One tungsten crystal, several pressures

1. The question

Fix the atoms of a tungsten crystal in place, choose one density functional, PBE, and ask different programs for the pressure. Every program solves the same physical problem, but each describes the atom with its own potential and the electrons with its own basis. How closely should the answers agree, and what should ABACUS and Quantum ESPRESSO find?

PBE calculations of body-centred cubic tungsten with the atoms and cell fixed at 15.85 Å³ per atom, without spin polarisation or spin–orbit coupling. All runs use a 12 × 12 × 12 k mesh and Fermi–Dirac smearing of 0.05 eV. Pressure is positive in compression, and the Ansatz PAW value omits the Pulay correction.

```
         program                              potentials                      basis  pressure (GPa)
          ABINIT                        JTH PAW PBE v2.0                     435 eV           5.330
            GPAW    GPAW PAW data sets (gpaw data 1.2.1)                     600 eV           5.570
          Ansatz                              Ansatz PAW                     420 eV           5.760
     Ansatz LAPW  all electron LAPW, scalar relativistic  0.001 eV/atom basis error           5.900
          SIRIUS              dojo sr pbe 0.4.1 standard                    1030 eV           5.910
           JDFTx          PseudoDojo SR PBE 0.5 standard                    1007 eV           5.920
          ABACUS     PseudoDojo NC SR 0.4.1 PBE standard                    1007 eV               ?
Quantum ESPRESSO                 SSSP 1.3 efficiency PBE                     748 eV               ?
          SIESTA              PseudoDojo 0.4 standard NC                        DZP          10.310
```

A positive pressure means that the crystal pushes outward and would expand if it were free to. An energy in the basis column is a plane-wave cutoff, the highest kinetic energy of the waves allowed. The LAPW row instead names the basis error it aims at, and DZP stands for a modest set of atomic orbitals. All the pressures shown belong to the same nonmagnetic metal, so a change of electronic state is not behind their spread.

2. The part that is physics

Most rows lie near 6 GPa, although the cell is close to the size of real tungsten at ordinary pressure. The main reason is the functional: PBE binds tungsten a little too weakly and prefers a larger crystal. Held at the smaller size, the PBE crystal is squeezed. This offset would remain if every basis were perfect.

Its meaning in length is easy to estimate. The bulk modulus B is the pressure needed per relative change of volume, and a small relative change of length is a third of that of volume. With P for the pressure and a for the lattice constant,

Δa/a ≈ P/(3B)

For tungsten B is roughly 310 GPa. The all-electron LAPW pressure then gives 5.90/(3 × 310) ≈ 0.006, so PBE would like a lattice constant about 0.6 % longer. In a stiff metal, a pressure that looks large stands for a small error in length.

This matters when tungsten serves as a contact or plug in a chip. Stress in such films is of the order of a gigapascal, less than the offset that PBE produces at the measured lattice constant. A film stress should therefore be calculated relative to a crystal relaxed with the same functional, program, potential and basis. Otherwise the preference of the functional is read as stress in the film.

3. Does the frozen core matter?

The LAPW calculation is all-electron and treats 44 electrons of each atom as band electrons, whereas SIRIUS and JDFTx treat 14 and replace the rest by a norm-conserving potential. The mean pressure of these two lies only 0.015 GPa above LAPW. Unless errors happen to cancel, freezing the deeper shells has no visible effect on the pressure here.

The choice of shells explains why this can work. The 14 electrons include the filled 5s and 5p shells, which occupy much the same region of space as the bonding 5d electrons. The 4f shell is frozen, although its electrons are less tightly bound than those in 5s and 5p. It is compact, so the neighbouring atoms hardly disturb it. For a pressure, the reach of a shell counts for more than its energy.

4. How an unfinished basis creates pressure

Pressure is the slope of the energy E against the volume V, with its sign reversed. For a given potential, an incomplete basis leaves the energy too high by some amount ε. The calculated pressure is then

P(calculated) = P(complete basis) − dε/dV

An error that stays the same at every volume does no harm. What matters is whether the error grows or shrinks as the crystal expands.

For plane waves the direction can be derived. The usual stress formula keeps the same set of waves while the cell is stretched. Stretching lengthens each wave and lowers its kinetic energy, so the set resolves less detail near the nuclei. The error therefore grows with volume, and the pressure comes out too low.

Ansatz shows this effect directly. Its pressure in the table lies 0.14 GPa below LAPW and leaves out the Pulay correction, which accounts for the fixed set of waves. The same calculation puts that correction at about +0.08 GPa. Restoring it closes roughly half of the gap.

5. Why SIESTA stands apart

SIESTA uses a norm-conserving potential of the same family as SIRIUS and JDFTx, yet its pressure is 4.4 GPa higher than their mean. The clear difference is the basis: a short set of atomic orbitals in place of many plane waves. The run itself warns that this set is short for an atom with 5s and 5p electrons among its active shells. The total energy points the same way: it lies about 0.34 eV per atom above that of SIRIUS, as expected when a potential from the same library meets a poorer basis. The excess is best read as an artefact of the basis, not as a property of tungsten.

The sign implies that the energy error shrinks when the crystal expands. These runs do not show why. Orbitals made for a free atom might serve better when the atoms are farther apart, but the run also reports an error in the atomic level from which they are made, so they are not exact even for the free atom. A richer orbital basis would show whether the excess goes away.

The energy drift behind this large pressure is tiny. One eV/Å³ equals about 160 GPa, so 4.4 GPa corresponds to a slope of about 0.03 eV/Å³. A volume change of 1 % is about 0.16 Å³ per atom, over which the error needs to change by only some 0.004 eV. The electron levels at the centre of the Brillouin zone differ from those of SIRIUS by less than 0.1 eV, so a sensible band structure does not vouch for the pressure.

6. The three PAW rows

ABINIT, GPAW and Ansatz all use the projector augmented-wave method, PAW, and all lie below LAPW. That is the direction in which an unfinished plane-wave basis pushes. Yet the cutoff alone does not put them in order: GPAW has the highest cutoff of the three but a lower pressure than Ansatz.

A cutoff has no fixed meaning across different potentials. A smooth potential needs few waves, while a sharper one needs many, so the same number of eV can be ample for one and tight for another. The data sets may also differ in how faithfully they reproduce the real atom. For ABINIT and GPAW the table does not separate these two causes.

7. Two forecasts

ABACUS uses a norm-conserving potential of the same family as SIRIUS and JDFTx, with nearly the same cutoff. The forecast is therefore their mean, 5.915 ± 0.10 GPa. The range is a judgement. It is much wider than the 0.01 GPa between the two programs, because the agreement of two rows is thin evidence for a third.

Quantum ESPRESSO takes its potential from another library, so no row is a close relative. If the potential is good and the basis sufficient, the result should match the all-electron calculation. The forecast is the LAPW value with a wider range, 5.90 ± 0.40 GPa. The width is the typical deviation of the three PAW rows from LAPW, taken as a root mean square.

Two other estimates deserve a hearing. If cutoff were the main cause of the spread, a straight line between GPAW at 600 eV and JDFTx at 1007 eV would give about 5.70 GPa for Quantum ESPRESSO. If its potential behaved like the average PAW data set, the pressure would be about 5.55 GPa. I prefer the all-electron value because the cutoff is higher than in any of the PAW rows. Cutoffs of different potentials cannot be compared strictly, but this makes a large downward error less likely.

8. The computed values

The withheld rows as computed:

```
         program                           potentials    basis  pressure (GPa)
          ABACUS  PseudoDojo NC SR 0.4.1 PBE standard  1007 eV           5.970
Quantum ESPRESSO              SSSP 1.3 efficiency PBE   748 eV           6.080
```

ABACUS gives 5.97 GPa, which is 0.055 GPa above the forecast and inside its range. Quantum ESPRESSO gives 6.08 GPa, a miss of 0.18 GPa in the same direction and also inside its range. The two other estimates for Quantum ESPRESSO miss by about 0.4 and 0.5 GPa. This was not a fully blind test: the rows of the first table stand in order of rising pressure, which hints that both values lie above JDFTx. The forecasts made no use of that order.

9. What the misses teach

The ABACUS miss is small on any practical scale, but it is more than five times the difference between SIRIUS and JDFTx. A range based on that difference alone would have failed. Potentials of one family and similar cutoffs bring programs close together, but they do not make the calculations identical. ABACUS names the same potential set as SIRIUS and uses the same cutoffs for waves and density as JDFTx. The remainder therefore more likely comes from how each program handles potential and density numerically, though these runs do not show at which step.

The Quantum ESPRESSO miss is more telling because of its sign. The width of the forecast came from three rows that all lie below LAPW, yet the new value lies above it. The scatter of the PAW rows gave a range wide enough for the error, about twice its size, but no hint that the error could point upwards. A set of plane waves that is too small should lower the pressure, so a short basis is an unlikely explanation for the excess. The potential is the more likely source, though this single calculation does not establish it.

On the scale of lengths both misses are slight. Even the difference between Quantum ESPRESSO and LAPW corresponds to only about 0.02 % in the lattice constant, by the estimate of part 2. The SIESTA excess corresponds to nearly 0.5 %, about three quarters of the offset of PBE itself. A short basis can thus distort a crystal on the same scale as the functional does.

10. A rule for the next disagreement

When two programs disagree on a pressure, keep the potential and enlarge the basis first. The part of the difference that disappears belonged to the basis. What remains with both bases converged belongs to the potential or to other numerical settings, and an all-electron calculation can then show which potential is closer. For ABINIT and GPAW this test is still to be made, and it would tell whether their low pressures call for a higher cutoff or for another data set.
